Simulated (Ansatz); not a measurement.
# A small benchmark: atomisation enthalpy at 298 K

8 molecules holding an element from Na to Cl; the atomisation enthalpy at 298 K in kJ/mol, computed less measured. Shapes, held fixed at every level: PBE0-D4/def2-TZVP. Flexible molecules stand in one conformer, not always the lowest. Thermal terms are harmonic and unscaled (PBE0-D4/def2-TZVP); the spin-orbit lowering of the free atoms is taken from their spectra. Programs: Ansatz 0.2.0. Measured values: Active Thermochemical Tables, CRC Handbook of Chemistry and Physics, NIST-JANAF tables.

Levels: A = SPW92/def2-TZVPP; B = PBE-D4/def2-TZVPP; C = CCSD(T)/def2-TZVPP.

```
                           molecule  from tabulated heats     A     B     C
            HCl (hydrogen chloride)                   431   +54    -4   -11
             CS2 (carbon disulfide)                  1154  +275  +103   -50
              SiH3Cl (chlorosilane)                  1367  +129   -26   -35
C2H2Cl4 (1,1,2,2-tetrachloroethane)                  2504  +523  +118   -94
 Si(CH3)Cl3 (methyltrichlorosilane)                  2714  +411   +76   -45
        C2H6OS (dimethyl sulfoxide)                  3419  +565   +88  -113
                    C5H10S (thiane)                  6105  +898  +132  -154
         C5H10S (cyclopentanethiol)                  6089  +895  +130  -150
```

Q: Sum up the errors.

A: 
```
             level                   kind  mean error  mean absolute error       worst case
  SPW92/def2-TZVPP                    LDA      +468.8                468.8  C5H10S (thiane)
 PBE-D4/def2-TZVPP                    GGA       +77.1                 84.6  C5H10S (thiane)
CCSD(T)/def2-TZVPP  coupled cluster or CI       -81.5                 81.5  C5H10S (thiane)
```

On this set CCSD(T)/def2-TZVPP has the smallest mean absolute error and SPW92/def2-TZVPP the largest. SPW92/def2-TZVPP is too high in 8 of 8; PBE-D4/def2-TZVPP is too high in 6 of 8; CCSD(T)/def2-TZVPP is too low in 8 of 8. The heats of SiH3Cl, C2H2Cl4 come from older tables and can be uncertain by 10 kJ/mol or more. The tabulated value of Si(CH3)Cl3 is in doubt (older tables, estimates, or at odds with other calculations) and kept here. Over the 7 molecules whose values aren't doubted the mean absolute errors are A 477.0; B 85.9; C 86.7. The smallest two are near a tie. For SPW92/def2-TZVPP and CCSD(T)/def2-TZVPP the error grows with the size of the molecule. Correlated wave functions converge slowly with the basis. The set is small.

The local density approximation overbinds because it describes the exchange energy of compact free atoms worse than that of the bonded molecule. Gradient corrections lower the atoms' energy more and so remove most of the excess. What remains with PBE depends on bonding as well as size: CS2, with only two bonds, is off by +103, not far below thiane at +132, which fits the known overbinding of multiple bonds by such functionals. CS2 also breaks the size trend for SPW92.

The near tie between PBE and CCSD(T) doesn't mean equal quality. The uniform underbinding by CCSD(T) is far larger than expected of the method near its basis limit, and probably reflects correlation between electron pairs formed on bonding that the triple-zeta set recovers incompletely. A larger basis should shrink that error, whereas PBE's is mostly inherent in the functional.

Thiane and its isomer cyclopentanethiol have almost equal errors at each level, so large atomisation errors can still cancel when the bonds compared are similar.
